**Test area on a drop: the assumption that the area moves at first order**

I want to know which step of the test-area argument fails when the slab of water is replaced by a drop a few nanometres across, and by how much.

**Conventions.** $N$ rigid molecules, canonical ensemble, $\beta=1/k_BT$, periodic box, potential $U$ smooth at its cutoff. The centres of mass and the box are mapped by $S=\mathrm{diag}\big(\sqrt{1+\xi},\sqrt{1+\xi},1/(1+\xi)\big)$ at fixed orientations. Since $\det S=1$, the free-energy difference between the deformed and the original box is exactly
$$\Delta F=-k_BT\ln\langle e^{-\beta\Delta U}\rangle ,$$
and the test-area estimate (Gloor, Jackson, Blas and de Miguel, 2005) is $\gamma_{\rm TA}=\lim_{\xi\to0}\Delta F/\Delta A$. I use the logarithmic strain $s=\ln(1+\xi)$, so that $S=e^{sD}$ with $D=\mathrm{diag}(\tfrac12,\tfrac12,-1)$, and the operator $\mathcal L=\sum_i (D\mathbf r_i)\cdot\nabla_i$, which is $d/ds$. Define
$$W=\mathcal LU=-\sum_{i<j}\mathbf f_{ij}\cdot D\,\mathbf r_{ij},$$
with $\mathbf r_{ij}=\mathbf r_i-\mathbf r_j$ and $\mathbf f_{ij}$ the total force of molecule $j$ on molecule $i$. For a central pair potential each pair gives $-r\,u'(r)P_2(\cos\theta)$, with $\theta$ measured from $z$.

**The expansion, and where the assumption enters**

With $s=\xi-\xi^2/2+\dots$, $\Delta U=W\xi+\tfrac12(\mathcal L^2U-W)\xi^2+\dots$, and the cumulant expansion gives
$$\Delta F=\langle W\rangle\,\xi+\tfrac12\Big[\langle\mathcal L^2U\rangle-\langle W\rangle-\beta\,\mathrm{Var}\,W\Big]\xi^2+O(\xi^3).$$
For a slab normal to $z$ the total area is $A=2L_xL_y$ and $\Delta A=A\xi$ exactly. Dividing and taking the limit leaves $\gamma=\langle W\rangle/A$. For pair potentials this is $\frac{1}{2A}\big\langle\sum_{i<j} r u'(1-3z^2/r^2)\big\rangle$, the Kirkwood–Buff virial, equal to $\tfrac12L_z(P_N-P_T)$. The bracket, which holds the fluctuation term $-\mathrm{Var}(\Delta U)/2k_BT=-\tfrac12\beta\,\mathrm{Var}W\,\xi^2$, enters $\gamma$ at order $\xi$ and drops out of $[\Delta F(\xi)-\Delta F(-\xi)]/2A\xi$, whose truncation error is of order $\xi^2$.

The assumption sits in the division: $dA/d\xi\neq0$ at $\xi=0$. Only then does the $\xi^2$ bracket vanish in the limit. Behind it is a physical statement. The slab's area is tied to the box, so the deformed box holds the larger area in equilibrium.

**Dropping it: geometry**

A sphere has the least area at given volume, so $dA/d\xi=0$. The map turns a sphere of radius $R$ into a spheroid with semi-axes $Re^{s/2},Re^{s/2},Re^{-s}$, whose area is
$$A(s)=4\pi R^2\int_0^1\sqrt{e^{2s}t^2+e^{-s}(1-t^2)}\;dt .$$
Write the radicand as $1+x_1s+x_2s^2+x_3s^3$ with $x_1=3t^2-1$, $x_2=(1+3t^2)/2$, $x_3=(9t^2-1)/6$. The root has coefficients $x_1/2$, $\;x_2/2-x_1^2/8$ and $x_3/2-x_1x_2/4+x_1^3/16$, which integrate to $0$, $2/5$ and $2/21$:
$$\frac{\Delta A}{4\pi R^2}=\tfrac25s^2+\tfrac{2}{21}s^3+\dots=\tfrac25\xi^2-\tfrac{32}{105}\xi^3+\dots$$
Oblate ($\xi>0$) and prolate ($\xi<0$) shapes both gain area. The denominator of the central difference, $\Delta A(\xi)-\Delta A(-\xi)$, is now of order $\xi^3$. The combination that isolates the leading order is the sum, $[\Delta F(s)+\Delta F(-s)]/[\Delta A(s)+\Delta A(-s)]$.

The numerator loses its linear term too: $D$ is traceless and diagonal, so the symmetry of a cubic box gives $\langle W\rangle=0$. The Kirkwood–Buff term is absent, and
$$\gamma_{\rm TA}=\gamma_B+\gamma_{\rm fl},\qquad \gamma_B=\frac{5\langle\mathcal L^2U\rangle}{16\pi R^2},\qquad \gamma_{\rm fl}=-\frac{5\,\beta\,\mathrm{Var}\,W}{16\pi R^2}.$$
A calculation that keeps only the mean energy change, $\langle\Delta U\rangle/\Delta A$, returns $\gamma_B$, and $\gamma_{\rm fl}$ is the first correction to it. It is of order $\xi^0$, so no choice of small $\xi$ removes it. That the fluctuation term survives for drops was pointed out by Sampayo and co-workers (2010).

**A sum rule fixes the correction**

The vector field behind $\mathcal L$ is divergence-free because $\mathrm{tr}D=0$. For a bound cluster whose weight $e^{-\beta U}$ decays in all relative coordinates, $\int\mathcal L(We^{-\beta U})=0$, that is
$$\langle\mathcal L^2U\rangle=\beta\langle W^2\rangle ,\qquad \gamma_{\rm fl}=-\gamma_B,\qquad\gamma_{\rm TA}=0 .$$
A real drop evaporates and needs the box, but the conclusion carries over. $\Delta F$ is the exact difference between the same molecules in two boxes of equal volume. If the drop is the dominant state, stays beyond the cutoff from its images and sits in a nearly ideal vapour, its partition function depends on the box only through the volume, and $\Delta F=0$. The exponential average is dominated by configurations that the map carries into typical configurations of the new box, and those are spherical on average.

With Ewald sums there is a residue. The thermal dipole $\mathbf M$ of the drop, with polarisability volume about $R^3$, couples to its images through a tensor whose change is traceless and of order $s/L^3$. Integrating out $\mathbf M$ gives no first-order term and a second-order term scaling as $k_BT(R/L)^6s^2$. For $R=1.5$ nm and $L=10$ nm, $(R/L)^6=1.1\times10^{-5}$, to be set against $\gamma\Delta A=191\,k_BT\,s^2$ (below). A lattice-sum prefactor of order $10^2$ would not change the verdict.

The same balance holds in a thick slab, where $F$ is linear in $A$ and hence in $\xi$, so that the $\xi^2$ bracket vanishes there as well. It does no harm, because the signal is one order lower.

**Size of each term**

For a pair at distance $r$, with $t=\cos\theta$, $r(s)^2=r^2[e^{s}(1-t^2)+e^{-2s}t^2]$. Differentiating twice,
$$\mathcal L^2u=r^2u''P_2^2+ru'\Big[\tfrac12(1+3t^2)-P_2^2\Big],$$
whose angular average is $\tfrac15(r^2u''+4ru')=\frac{1}{5r^2}\frac{d}{dr}(r^4u')$. In a uniform liquid of volume $V$ and number density $\rho$,
$$\langle\mathcal L^2U\rangle=3GV,\qquad G=\frac{2\pi}{15}\rho^2\int g(r)\frac{d}{dr}\big(r^4u'\big)\,dr ,$$
where $G$ is the configurational part of the instantaneous shear modulus in the form of Zwanzig and Mountain (1965), $G=G_\infty-\rho k_BT$. For rigid water the integral formula does not apply, but isotropy still gives $\beta\,\mathrm{Var}W=2\,\mathrm{tr}(D^2)\,GV=3GV$, with $G$ defined from the variance of the symmetric traceless molecular virial. Treating the drop as bulk liquid with $V=\tfrac43\pi R^3$,
$$\gamma_B=-\gamma_{\rm fl}\simeq\tfrac54\,GR .$$
Both terms are bulk elastic quantities. They grow with $R$, and their ratio to the tension is $\tfrac54GR/\gamma$.

**Where $\gamma$ hides**

Take as shape variable $a=Q/\langle J\rangle$, with $Q=\sum_ir_i^2P_2(\cos\theta_i)$ and $J=\sum_ir_i^2$ over the molecules of the drop, measured from its centre of mass. For a uniform drop with surface $R(1+aP_2)$, $Q=\tfrac{4\pi}{5}\rho R^5a$ and $J=\tfrac{4\pi}{5}\rho R^5$ at leading order, so $a$ is the amplitude of the quadrupolar surface mode. Directly, $\mathcal LQ=-J-Q$, so $\mathcal La\simeq-1$ for small $a$: the map shifts $a\to a-s$. The area formula then gives the capillary free energy
$$F(a)=\tfrac12ka^2,\qquad k=\tfrac{16\pi}{5}\gamma R^2,\qquad\langle a^2\rangle=k_BT/k .$$
Let $P(a)\propto e^{-\beta F(a)}$. From $\int\mathcal L[\delta(a-a_0)e^{-\beta U}]=0$ and $\mathcal La=-1$ I get $\beta\langle W|a\rangle P=dP/da$, so $\langle W|a\rangle=-ka$. The law of total variance splits the fluctuation term:
$$\beta\,\mathrm{Var}W=\beta k^2\langle a^2\rangle+\beta\langle\mathrm{Var}(W|a)\rangle=k+\beta\langle\mathrm{Var}(W|a)\rangle .$$
The first piece contributes $-\tfrac12ks^2=-\gamma\Delta A$ to $\Delta F$, and so exactly $-\gamma$ to $\gamma_{\rm fl}$. By the sum rule, $\gamma_B$ plus the second piece equals $+\gamma$. The second piece is the internal relaxation of the affine strain at fixed shape, which a liquid must have. The first is the relaxation of the shape itself, which a free drop also has and the periodic slab does not.

This suggests the repair. Add a restraint $\tfrac12\kappa a^2$ to the sampled ensemble and leave it out of $\Delta U$. Changing variables to $\mathbf r'=S\mathbf r$ turns the restraint into $\tfrac12\kappa(a+s)^2$, and
$$e^{-\beta\Delta F}=\frac{\int da\,e^{-\beta ka^2/2-\beta\kappa(a+s)^2/2}}{\int da\,e^{-\beta(k+\kappa)a^2/2}}\;\Rightarrow\;\Delta F=\tfrac12\frac{k\kappa}{k+\kappa}s^2,\qquad\gamma_{\rm TA}=\frac{\gamma\,\kappa}{k+\kappa}.$$
At $\kappa=0$ this is the zero of the sum rule, at $\kappa=9k$ it is $0.9\gamma$, and a stiff restraint takes over the role that the box plays for the slab.

**Numbers for water**

Inputs, all approximate: $T=300$ K, $\rho=33.3$ nm$^{-3}$, $\gamma=70$ mN/m held independent of $R$, and an illustrative $G=5$ GPa. The kinetic part $\rho k_BT=0.14$ GPa is small beside it.

| $R$ (nm) | $N$ | $\beta k$ | $\langle a^2\rangle^{1/2}$ | $-\gamma_{\rm fl}/\gamma$ |
|---|---|---|---|---|
| 1.0 | 139 | 170 | 0.077 | $0.9\times10^2$ |
| 1.5 | 471 | 382 | 0.051 | $1.3\times10^2$ |
| 2.0 | 1116 | 680 | 0.038 | $1.8\times10^2$ |

For $R=1.5$ nm ($V=14.1$ nm$^3$) the model gives $\gamma_B=9.4$ N/m and $\gamma_{\rm fl}=-9.4$ N/m. The part of $\mathrm{Var}W$ that carries the tension is $k/3GV=\gamma/\gamma_B=0.7\%$.

Three consequences follow for error analysis.

- Overlap. The spread of $\beta\Delta U$ obeys $\beta^2\mathrm{Var}(\Delta U)=3\beta GVs^2=5.1\times10^4s^2$, which stays below one for $s<0.0044$. At that strain the capillary signal is $\tfrac12\beta ks^2=0.0037$ in units of $k_BT$.
- Noise. A variance estimated from $n$ independent Gaussian samples has relative standard error $\sqrt{2/n}$. I neglect the scatter of $\mathcal L^2U$, which self-averages over the molecules. An unrestrained run with $n=10^5$ then scatters about zero by $\gamma_B\sqrt{2/n}=42$ mN/m, which is of the size of a plausible drop tension. A nonzero value from such a run needs its bar before it means anything.
- Cost. With a stiff restraint, 10% on $\gamma$ needs $n=2(10\gamma_B/\gamma)^2=3.6\times10^6$. Reading $k$ from $\langle a^2\rangle$ in the free drop needs $n=200$ samples of one mode for the same 10%. These samples are farther apart, since the shape relaxes on the scale $\eta R/\gamma=18$ ps for a typical viscosity $\eta=0.85$ mPa s.

**What I neglected, with sizes (at $R=1.5$ nm)**

The bulk estimate of $\gamma_B$ is the weak point. An outer shell 0.3 nm thick holds $1-(1.2/1.5)^3=0.49$ of the volume, and its local modulus differs from the bulk one. Typical instantaneous shear moduli of rigid water models lie between a few and about ten GPa, so 5 GPa may be low by up to a factor of two. The last column of the table is therefore the model's, good to about a factor of two. The cancellation $\gamma_{\rm fl}=-\gamma_B$ does not depend on either point.

The identification of $k$ with $\gamma$ has its own corrections. The terms dropped in $\mathcal La\simeq-1$ change the variance at relative order $1/\beta k$. Density fluctuations add $\rho^2k_BT\kappa_T\int r^4P_2^2\,dV=\rho^2k_BT\kappa_T\,4\pi R^7/35$ to $\mathrm{Var}\,Q$, which relative to the capillary part is $\tfrac47\gamma\kappa_T/R=0.012$ for a typical compressibility $\kappa_T=0.45$ GPa$^{-1}$. A single vapour molecule 4 nm out on the $z$ axis would shift $a$ by $(4\ \mathrm{nm})^2/(\tfrac35NR^2)=0.025$, half the thermal amplitude, which is why $Q$ must run over the drop alone. Curvature matters more. A bending energy $\tfrac12k_c\oint(2H)^2dA$, with $H$ the mean curvature, evaluated on the spheroid adds $\tfrac{96\pi}{5}k_c$ to $k$, a relative change $6k_c/\gamma R^2$, which is $0.16$ in magnitude if $|k_c|=k_BT$. A Tolman term linear in $H$ would also shift $k$. What the shape route and the restrained test area return is the tension of the quadrupolar mode, which can differ from the planar value at this level.

The sum rule uses only $\mathrm{tr}D=0$, so it holds for many-body potentials and for metal drops. For liquid tin, a solder metal and the droplet material of extreme-ultraviolet light sources, approximate inputs $\gamma=0.55$ N/m and $T=550$ K give $\beta k=1.6\times10^3$ and $\langle a^2\rangle^{1/2}=0.025$ at $R=1.5$ nm. The drop is rounder than the water drop, and its unrestrained test-area limit is again zero.

**What I take from this**

The equivalence of test area and virial needs $dA/d\xi\ne0$. On the sphere the virial term vanishes, and the fluctuation term moves from order $\xi$ to order one. In this model of a 1.5 nm water drop it is about $-10^2\gamma$, it cancels the mean-energy term completely when the drop is free, and it leaves $\gamma\kappa/(k+\kappa)$ when the quadrupolar shape is held by a restraint of stiffness $\kappa$.